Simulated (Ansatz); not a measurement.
All numbers below come from Ansatz 0.2.0, DFT PBE, scalar-relativistic, plane waves, PAW. Settings: cutoff 420 eV, Γ-centred meshes spaced at most about 0.3 Å⁻¹, and about 0.25 Å⁻¹ or finer for metals (2π included), Gaussian smearing. No spin polarisation in the final relaxations.

Temperature and zero-point effects are left out.

Two forms of In2As3 were relaxed alike.

A.

```xyz
5
Lattice="3.8506 0.0000 0.0000 0.0000 3.8506 0.0000 0.0000 0.0000 8.4451" Properties=species:S:1:pos:R:3 pbc="T T T"
In    1.9253    0.0000    3.1087
In    0.0000    1.9253    5.3364
As    0.0000    1.9253    1.7691
As    1.9253    0.0000    6.6760
As    1.9253    1.9253    0.0000
```

B.

```xyz
5
Lattice="4.4884 0.0000 0.0000 -2.2442 3.8871 0.0000 0.0000 0.0000 8.3000" Properties=species:S:1:pos:R:3 pbc="T T T"
In    0.0000    2.5914    1.3297
In    2.2442    1.2957    6.9704
As    0.0000    0.0000    0.0000
As    0.0000    2.5914    4.0894
As    2.2442    1.2957    4.2107
```

Task: Which is lower in energy, and by how much?

Result: B is lower, by 48 meV/atom. A has space group P-4m2 (No. 115), 25.0 Å³/atom and no gap on its mesh; B has space group P-3m1 (No. 164), 29.0 Å³/atom and no gap. Counting As atoms around In (those within 1.25 times the shortest such distance or 1.15 times the sum of covalent radii; a plus sign parts nearer from farther groups), A has In 4+3 and B has In 4. A and B both hold As–As nets. The lower one is the more open, so pressure narrows the difference. Even the lower one lies +0.06 eV/atom against the reference forms of the elements (uncorrected), so neither is stable at this level. In A, In is surrounded by 4 As at 3.03 Å, 4 In at 3.52 Å, 3 As at 3.57–3.66 Å and 4 In at 3.85 Å; As on a site of symmetry 2mm has 2 As at 2.61 Å, 4 In at 3.03 Å and 1 In at 3.57 Å; As on a site of symmetry -4m2 has 4 As at 2.61 Å and 4 In at 3.66 Å. In B, around In lie 4 As at 2.76–2.91 Å; around As on a site of symmetry -3m lie 6 In at 2.91 Å; around As on a site of symmetry 3m lie 3 As at 2.59 Å and 1 In at 2.76 Å. Both come from invented guesses.

In P-4m2, P-3m1 an odd number of electrons in the primitive cell allows no gap without spin; a larger cell or a magnetic state could open one. A magnetic state wasn't ruled out in cells without spin, among them P-4m2, P-3m1. With atoms moved at random, P-3m1 came back. Other cells relaxed within their symmetry can be saddle points.

The preference for B probably comes from better In–As bonding. Its contacts of 2.76–2.91 Å are still longer than a normal In–As bond, but A's nearest ones, at 3.03 Å, are weak, and closer packing does not make up for that. The arsenic nets differ too. B holds an almost flat honeycomb, whereas in A one arsenic links to four others, more than ordinary two-electron bonds and a lone pair allow.

Neither net fits simple electron counting. If indium is taken as trivalent, it supplies more electrons than the arsenic can hold in bonds and lone pairs. The surplus would have to enter As–As antibonding or indium-derived states, which suggests why both frameworks are strained and lie above the elements. Zinc-blende InAs avoids this problem, with four strong heteropolar bonds per atom and a filled valence shell. Because InAs is itself stable against the elements, a mixture of InAs and arsenic is the stricter comparison, and would put both forms further from stability than the elemental reference does.
